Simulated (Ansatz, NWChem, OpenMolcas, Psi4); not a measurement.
C2HClF2 (SMILES FC(F)=CCl): the HOMO–LUMO gap, rung by rung

The species is C2HClF2 (6 atoms), meant as a singlet with charge 0. SMILES: `FC(F)=CCl`. The coordinates come from a PBE0-D4/def2-TZVP relaxation.

| atom | x (Å) | y (Å) | z (Å) |
| --- | --- | --- | --- |
| F | 0.9010 | -0.8104 | 1.3420 |
| C | 0.2676 | -0.5622 | 0.2204 |
| F | 0.1925 | -1.6326 | -0.5227 |
| C | -0.2184 | 0.6268 | -0.0866 |
| Cl | -1.0390 | 0.9264 | -1.5521 |
| H | -0.1038 | 1.4520 | 0.5990 |

Quantity: the HOMO–LUMO gap, in eV. The values are calculated.

| level | kind | program | value (eV) | CPU time |
| --- | --- | --- | --- | --- |
| HF/6-31G* (spherical functions) | Hartree–Fock | Psi4 | 14.97 | 6.1 s |
| TPSS/6-31G* (spherical functions) | meta-GGA | OpenMolcas | 5.66 | 30 s |
| BHLYP/6-31G* (spherical functions) | global hybrid | OpenMolcas | 10.15 | 21 s |
| PBE0/6-31G* (spherical functions) | global hybrid | NWChem | 7.80 | 24 s |
| TPSSh/6-31G* (spherical functions) | hybrid meta-GGA | Psi4 | 6.58 | 59 s |
| r2SCAN0/6-31G* (spherical functions) | hybrid meta-GGA | Ansatz | 8.09 | 12 s |
| wB97X-V/6-31G* (spherical functions) | range-separated hybrid | Psi4 | 12.49 | 2.4 min |
| PBE-QIDH/6-31G* (spherical functions) | double hybrid | Ansatz | 12.02 | 8.4 s |

The values span 5.66 to 14.97 eV. Orbital gaps aren't excitation energies, and those of double hybrids come from the SCF part alone; they tend to grow with the share of exact exchange. CPU times are rough (shared hosts, several kinds of processor): they show what a rung costs within a factor of a few.

The gap widens from 5.66 eV with TPSS to 14.97 eV with Hartree–Fock, mainly because the methods treat empty orbitals differently. A semilocal potential acts alike on occupied and virtual levels, whereas nonlocal exchange stabilises the occupied ones and leaves an empty orbital feeling the repulsion of all the electrons. wB97X-V shows that the global share of exchange is not the whole story: its short-range share is modest, yet full exchange at long range carries it to 12.49 eV, slightly above PBE-QIDH. PBE0 and r2SCAN0, with equal shares, stay close together, so the semilocal part matters much less here.

The HOMO is probably the C=C π orbital, mixed out of phase with chlorine and fluorine lone pairs, and the LUMO a valence π* or C–Cl σ* orbital. Without diffuse functions, the basis keeps that empty level artificially compact. In a more diffuse basis the Hartree–Fock LUMO would probably turn into a continuum-like orbital and its gap would shrink, so the spread between methods is not a property of the molecule alone.
